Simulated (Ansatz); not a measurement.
A series in volume scale on SiTe2

Free energy against uniform scaling of the volume at fixed shape and fractions; periodic cell, basis, potentials, k mesh and filling as listed. The results are calculated, by Ansatz 0.2.0.

The cell before it is scaled or strained (space group P-3m1, No. 164):
```
SiTe2
1.0
      3.8005     0.0000     0.0000
     -1.9002     3.2913     0.0000
      0.0000     0.0000     7.0791
Si Te
1 2
Direct
  0.00000 0.00000 0.00000
  0.33333 0.66667 0.77341
  0.66667 0.33333 0.22659
```

Settings of every row: functional r2SCAN; dispersion none; potentials PAW; wave cutoff 600 eV; density cutoff 2400 eV; k mesh 6x6x4; k shift 0x0x0; occupations fermi dirac; smearing width 0.05 eV; spin none.

Limits: a layered crystal: even scaling strains the bonds within the layers, so this curve is stiffer than the crystal under pressure; coarse k mesh, up to 40 meV an atom off; no spin-orbit coupling, which can matter with elements this heavy; the cell comes from a prototype or a list of computed structures and needn't be the stable phase.

| row | volume scale | V (Å³/atom) | pressure (GPa) | energy above lowest point (meV/atom) |
| --- | --- | --- | --- | --- |
| 1 | 0.92 | 27.155 | 5.6 | 38.1 |
| 2 | 0.9467 | 27.943 | 3.45 | 16 |
| 3 | 0.9733 | 28.728 | 1.59 | 3.8 |
| 4 | 1 | 29.517 | -0.01 | 0 |
| 5 | 1.0267 | 30.305 | ? | ? |
| 6 | 1.0533 | 31.09 | -2.59 | 13.4 |
| 7 | 1.08 | 31.878 | -3.61 | 28.7 |

Question: what pressure and energy above lowest point should row 5 give?

Worked fit of pressure. Take u = (V_r/V)^(2/3) − 1 with V_r = 29.123 Å³ an atom, which is twice the finite (Eulerian) strain; such expansions in the strain, on which the Birch-Murnaghan equation of state is built, carry the rest volume and the bulk modulus. The shown rows have u = 0.04775, 0.02796, 0.00915, -0.00892, -0.04264, -0.05848. Least squares give pressure = 0.759 + 89.32 × u + 250.8 × u² GPa; a straight line predicts inner rows, each left out in turn, worse (root mean square 0.28 against 0.0095 GPa). The rows lie off it by 0.00, 0.00, -0.01, 0.01, 0.00, 0.00. The pressure vanishes at u = -0.0087, or V = 29.51 Å³ an atom, and there the bulk modulus at fixed shape and fractions is B = −V dP/dV = (2/3)(1 + u) dP/du = 56.1 GPa. Letting shape and atoms relax would as a rule lower it, by much in layered, chain or molecular crystals. The withheld row has u = -0.02617, so the fit gives 0.759 + 89.32 × (-0.02617) + 250.8 × (-0.02617)² = -1.41 GPa.

The calculation gave -1.4 GPa. The fit lies 0.01 GPa (0.11 % of the column's range) below it, one unit of the last digit.

Worked fit of energy above lowest point. Take u = (V_r/V)^(2/3) − 1 with V_r = 29.123 Å³ an atom, which is twice the finite (Eulerian) strain; such expansions in the strain, on which the Birch-Murnaghan equation of state is built, carry the rest volume and the bulk modulus. The shown rows have u = 0.04775, 0.02796, 0.00915, -0.00892, -0.04264, -0.05848. Least squares give energy above lowest point = 0.91 + 206.3 × u + 11840 × u² + 3173 × u³ meV/atom; a parabola predicts inner rows, each left out in turn, worse (root mean square 0.14 against 0.015 meV/atom). All shown rows lie on it to the printed digit. Its lowest point lies at u = -0.0087, or V = 29.51 Å³ an atom, and the curvature there gives the bulk modulus at fixed shape and fractions, B = (4/9)(1 + u)² E″(u)/V = 55.8 GPa. Letting shape and atoms relax would as a rule lower it, by much in layered, chain or molecular crystals. The withheld row has u = -0.02617, so the fit gives 0.91 + 206.3 × (-0.02617) + 11840 × (-0.02617)² + 3173 × (-0.02617)³ = 3.6 meV/atom.

The calculation gave 3.5 meV/atom. The fit lies 0.1 meV/atom (0.26 % of the column's range) above it, one unit of the last digit.
